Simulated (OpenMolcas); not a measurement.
How basis sets differ on B2H5Cl (diborane mono Cl)

The species is B2H5Cl (8 atoms), meant as a singlet with charge 0. The shape is that of a GFN2-xTB optimisation.

```xyz
8

B    -0.6256   -0.1022    0.6004
Cl   -0.2010   -0.8159    2.1542
H    -1.7521    0.2008    0.4673
H     0.1990    0.9008    0.2733
B     0.6006    0.1597   -0.7299
H     0.2419    0.6394   -1.7364
H     1.7246   -0.1395   -0.6064
H    -0.1874   -0.8431   -0.4224
```

Quantity: the HOMO–LUMO gap, in eV. The values are calculated.

```csv
level,kind,program,value (eV),CPU time
HF/STO-3G,Hartree–Fock,OpenMolcas,16.51,2.2 s
HF/3-21G,Hartree–Fock,OpenMolcas,14.68,2.4 s
HF/def2-SVP,Hartree–Fock,OpenMolcas,14.76,6.5 s
HF/def2-TZVP,Hartree–Fock,OpenMolcas,14.56,36 s
```

The values span 14.56 to 16.51 eV. A Hartree–Fock LUMO above zero doesn't converge with the basis: it sinks as sets grow more diffuse. Orbital gaps aren't excitation energies. CPU times are rough (shared hosts, several kinds of processor): they show what a rung costs within a factor of a few.

The main break lies between the minimal basis and the rest: the gap falls from 16.51 eV with STO-3G to 14.68 eV with 3-21G, then changes little. A minimal set gives each valence shell a single fixed radial form, so the empty orbitals, which are built from what the occupied ones leave over, cannot relax and are pushed too high. Splitting the valence shell removes most of that constraint. The descent is not strictly monotonic, since def2-SVP lies slightly above 3-21G; the gap is a difference of two orbital energies, not a variational quantity, and the two levels need not shift in step.

The HOMO is probably largely a chlorine lone pair, and the LUMO an antibonding combination of boron p orbitals with some chlorine character. The wide gap also reflects the unscreened exchange of Hartree–Fock, whose virtual orbitals feel the field of all the electrons and so describe an added electron. Without the parent diborane at the same levels, the effect of chlorination on the gap remains open.
